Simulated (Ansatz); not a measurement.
## A series in volume scale on PbSe

All results are calculated (Ansatz 0.2.0). Free energy against uniform scaling of the volume at fixed shape and fractions; periodic cell, basis, potentials, k mesh and filling as listed.

The cell before it is scaled or strained (space group Fm-3m, No. 225):
```
CELL_PARAMETERS angstrom
0.00000 3.06060 3.06060
3.06060 0.00000 3.06060
3.06060 3.06060 0.00000
ATOMIC_POSITIONS crystal
Pb 0.00000 0.00000 0.00000
Se 0.50000 0.50000 0.50000
```

Settings of every row: functional PBE; dispersion none; potentials PAW; wave cutoff 550 eV; density cutoff 2200 eV; k mesh 6x6x6; k shift 0x0x0; occupations fixed; smearing width 0 eV; spin none.

Limits: coarse k mesh, up to 40 meV an atom off; no spin-orbit coupling, which can matter with elements this heavy.

| row | volume scale | V (Å³/atom) | energy above lowest point (meV/atom) |
| --- | --- | --- | --- |
| 1 | 0.88 | 25.229 | 148.3 |
| 2 | 0.92 | 26.376 | 80.9 |
| 3 | 0.96 | 27.523 | 35.3 |
| 4 | 1 | 28.669 | 9.4 |
| 5 | 1.04 | 29.816 | 0 |
| 6 | 1.08 | 30.963 | ? |
| 7 | 1.12 | 32.11 | 18.5 |

Question: what energy above lowest point should row 6 give?

Worked fit of energy above lowest point. Take u = (V_r/V)^(2/3) − 1 with V_r = 28.096 Å³ an atom, which is twice the finite (Eulerian) strain; such expansions in the strain, on which the Birch-Murnaghan equation of state is built, carry the rest volume and the bulk modulus. The shown rows have u = 0.07439, 0.04301, 0.01383, -0.01337, -0.03884, -0.08518. Least squares give energy above lowest point = 20.32 + 932.3 × u + 10670 × u² meV/atom; a straight line predicts inner rows, each left out in turn, worse (root mean square 27 against 0.61 meV/atom). The rows lie off it by -0.4, 0.7, 0.0, -0.4, -0.2, 0.2 (root mean square 0.39 meV/atom). The withheld row has u = -0.06272, so the fit gives 20.32 + 932.3 × (-0.06272) + 10670 × (-0.06272)² = 3.8 meV/atom.

The calculation gave 3.9 meV/atom. The fit lies 0.1 meV/atom (2.6 % of the value, 0.067 % of the column's range) below it, one unit of the last digit.
